## Hydrogen transfer from AlH₃ to a nitrogen atom: is the functional error only a matter of exchange?

Naively, a hybrid functional works like a dial between PBE and Hartree–Fock (HF). PBE makes it too easy for a hydrogen atom to pass from one partner to another, HF makes it too hard, and exact exchange is what distinguishes them. The setting at which the mixture meets an accurate curve should then be the right share of exact exchange. For the transfer studied here this reading looks excellent at first sight, and it is wrong.

Hydrogen transfer from AlH₃ to N (neutral, quartet), computed with AFQMC afq 1 (own program) and Ansatz 0.2.0 in the cc-pVTZ basis, with unrestricted determinants, frozen noble-gas cores in the correlated levels and rigid PBE0/def2-TZVP fragments. Phaseless AFQMC uses a CISD trial. Energies at each level are counted from the start at an Al–H distance of 1.5858 Å.

```tsv
point transfer (Å)	number	HF, energy from the start of the scan (eV)	MP2, energy from the start of the scan (eV)	CCSD(T), energy from the start of the scan (eV)	phaseless AFQMC, energy from the start of the scan (eV)	released AFQMC, energy from the start of the scan (eV)	PBE, energy from the start of the scan (eV)	PBE0, energy from the start of the scan (eV)
1.702	1	0.170	0.059	0.028	0.030	0.021	-0.113	-0.066
1.759	2	0.217	0.053	0.020	0.016	0.004	-0.167	-0.109
1.817	3	0.218	0.010	-0.012	-0.024	-0.018	-0.222	-0.164
1.875	4	0.174	-0.058	-0.058	-0.050	-0.078	-0.268	-0.221
1.991	5	0.074	-0.134	-0.086	-0.073	-0.091	-0.247	-0.245
```

### The curves and the coincidence

The point transfer is the Al–H distance of the moving hydrogen, in the quartet state and with rigid fragments. At 1.702 Å the hydrogen is already nearer to nitrogen than to aluminium. If the distance between Al and N stays the same along the path, the hydrogen starts near its bond length to aluminium and ends near its bond length to nitrogen. Each energy is counted from the start of the scan at the same level, so the values are neither barriers nor reaction energies.

Against CCSD(T), HF is too high in every row and PBE is too low in every row. The two errors are nearly equal in size: 0.142 and −0.141 eV at 1.702 Å, 0.160 and −0.161 eV at 1.991 Å. A curve drawn halfway between HF and PBE therefore stays within about 0.01 eV of CCSD(T) at all five points. The tempting conclusion is that the gap between them is an exchange effect, and that a functional with half exact exchange would be accurate.

Three explanations compete. In the first, exchange alone separates HF from PBE. In the second, exchange and correlation both change along the path, and the halfway agreement is an accident of their sum. In the third, the fault lies with CCSD(T), because a single determinant is a poor start for a half-broken bond.

### The reference holds well enough

The third explanation can be dealt with first. Both AFQMC curves, phaseless and released, lie within 0.02 eV of CCSD(T) in every row, whereas the smallest error of PBE0 is 0.09 eV. At 1.702 Å the cluster amplitudes are small and the spin contamination of the HF determinant is slight, as they should be when one determinant dominates. HF, PBE and PBE0 also share the same orbital occupation there; for the other points and the start this is assumed.

This support has its limits. At 1.702 Å the phaseless walk is guided by a function built from the same determinant and from coupled-cluster amplitudes, so it is not a fully independent witness, and the bias of its constraint is not included in its statistical error. At the same point the total CCSD(T) energy lies above that of CCSDT(Q) by less than half the smallest PBE0 error; how much of this cancels against the start is not known. A released walk, in turn, counts as a reference only where it agrees with CCSDT(Q) to within 25 to 40 meV. CCSD(T) is thus good enough to judge errors of 0.1 to 0.2 eV, but differences of 0.01 or 0.02 eV should not be read as physics.

### A test without fitted constants

The first two explanations differ in what they predict for PBE0, which replaces a quarter of the PBE exchange by exact exchange. Let $X$ be the exact exchange energy less the PBE exchange energy, and $C$ the PBE correlation energy, both counted from the start of the scan. With the orbitals held fixed,

$$E_{\rm HF}-E_{\rm PBE}=X-C,\qquad E_{\rm PBE0}=E_{\rm PBE}+\tfrac14 X .$$

The first relation contains the point that the dial picture misses. Going from PBE to HF exchanges one form of exchange for another, but it also removes the correlation energy altogether. PBE0 keeps that energy in full. Combining the two relations gives

$$E_{\rm PBE0}=E_{\rm PBE}+\tfrac14\,(E_{\rm HF}-E_{\rm PBE})+\tfrac14\,C .$$

If exchange were the only cause, $C$ would not change along the path and PBE0 would lie exactly a quarter of the way from PBE to HF. Nothing is adjusted in this prediction, so every row tests it. The energies in the table are self-consistent, however, so a change in orbital relaxation along the path can also move PBE0 off this mark.

The last row shows the test in full. At 1.991 Å, HF lies 0.074 − (−0.247) = 0.321 eV above PBE, and a quarter of this is 0.080 eV. The exchange-only picture thus puts PBE0 at −0.247 + 0.080 = −0.167 eV. The computed value is −0.245 eV, practically that of PBE itself: a quarter of exact exchange has done nothing here.

The other rows fail in the same direction. PBE0 lies below the quarter mark by 0.02 eV at 1.702 Å, and the shortfall grows at each further point until it reaches 0.08 eV at 1.991 Å. An effect that rises steadily while the gap between HF and PBE first widens and then narrows is not a fixed fraction of that gap. The exchange-only explanation is therefore refuted in its simple form.

### Two causes with different courses

The step from PBE to PBE0 shows how the exchange part behaves. It is 0.047 eV at 1.702 Å, 0.058 eV at the next two points, 0.047 eV again at 1.875 Å, and almost nothing at 1.991 Å. Exact exchange thus raises the energy most in the middle of the transfer, where the hydrogen is shared.

The limiting cases suggest a reason for this hump. With the hydrogen wholly on aluminium or wholly on nitrogen, the bonding electrons belong to one ordinary bond. In between they are spread over three centres, and a semilocal functional such as PBE makes such spread-out electrons too stable, because its exchange does not fully cancel the repulsion of an electron with itself. This is the delocalisation error, and exact exchange reduces it.

The shape of the PBE curve fits this reading. Between the last two points, which lie twice as far apart as the others, PBE rises by 0.02 eV, while every other level in the table falls. PBE thus favours a hydrogen that has not quite completed its move. With a quarter of exact exchange the curve goes down again, by nearly the same amount as CCSD(T).

The vanishing step at 1.991 Å needs a careful reading. It does not mean that PBE exchange is free of error there, only that exact exchange shifts this point and the start by the same amount. The start is itself probably not a clean limit, since the nitrogen atom seems to be close enough there to allow some sharing. Whatever error a method makes there is subtracted from every other point of its curve.

The second part, correlation, has no reason to return to its starting value. A free nitrogen atom in its quartet state has three 2p electrons of parallel spin, which exchange already keeps apart. The arriving hydrogen brings an electron of opposite spin into this compact shell, where it must avoid all three. In the Al–H bond the electrons have more room, so theory leads one to expect that this short-range correlation, the kind that the PBE correlation energy describes, lowers the energy more and more as the N–H bond forms.

This is the sign and the course of the PBE0 shortfall. The full correlation energy, CCSD(T) less HF, takes another course: its gain grows to 0.23 eV at 1.875 Å and falls back to 0.16 eV at the last point. It also contains the correlation of a half-broken bond, which is expected to be strongest in the middle of the transfer and which PBE partly imitates through its exchange. In size the last point fits poorly: with fixed orbitals, the shortfall there implies a PBE correlation gain of about 0.31 eV, roughly twice the full gain from CCSD(T), so it cannot be read as a measure of the true correlation gain. The excess is expected to come from orbital relaxation: each method, HF above all, relaxes its own orbitals, and any change of this relaxation along the path enters the shortfall beside correlation. The table cannot separate the two. The growing shortfall is a computed fact; that correlation is the larger part, with relaxation a sizeable second part late in the path, is expected rather than shown.

### Why half exact exchange would not be enough

The halfway curve can now be seen for what it is. It contains half of the exact exchange, but also only half of the PBE correlation energy, whereas a real hybrid of the PBE0 type keeps all of it. The halfway curve succeeds because PBE lowers the energy relative to HF by about twice as much as CCSD(T) does, in every row. No principle demands this factor of two.

A real half-exchange hybrid can be estimated by doubling the step from PBE to PBE0, again with orbital changes neglected. Its error against CCSD(T) would be about −0.05 eV at 1.702 Å and would grow to about −0.16 eV at 1.991 Å. By the same straight-line estimate, agreement would take about 75 % exact exchange at the first of these points and more than 100 % at 1.875 Å. At 1.991 Å the step is too small to define any useful share, so no single setting of the dial repairs the whole curve.

MP2 offers a view from the other side, since it combines full exact exchange with an explicit, if simple, correlation energy. Its error is at most 0.05 eV in any row, against at least 0.14 eV for HF. Measured against CCSD(T) in the same basis, HF lacks only correlation, by definition, and even this simple form of it removes most of the HF error. MP2 is still not uniformly reliable: it is slightly too high at the first three points and too low at the last.

The late error shared by PBE and PBE0 should not be charged to the functionals alone. Correlation energies from wave-function methods converge slowly with the basis, and a triple-zeta set probably recovers less of the gain in the compact N–H bond than of the loss in the Al–H bond. A larger basis would then lower the end of the CCSD(T) curve and bring it closer to both functionals. How much of the 0.16 eV would go is open.

### A symmetric transfer for comparison

A neighbouring case makes the division of roles clearer: a hydrogen atom passed between two identical groups, as from methane to a methyl radical. The mirror image of the start then has the same energy as the start at every level of theory. Exchange and correlation must both return to their initial values, and the PBE0 shortfall must vanish again at that point. In the present transfer the two partners differ, and so a correlation change can survive to the end of the path.

### In practice

The point at which a mixture of HF and PBE energies meets a reference does not give the share of exact exchange for a hybrid. PBE0 reduces the error over most of this path but not at its end, so for a transfer between unlike partners the key energies should be checked with a correlated method on both sides.
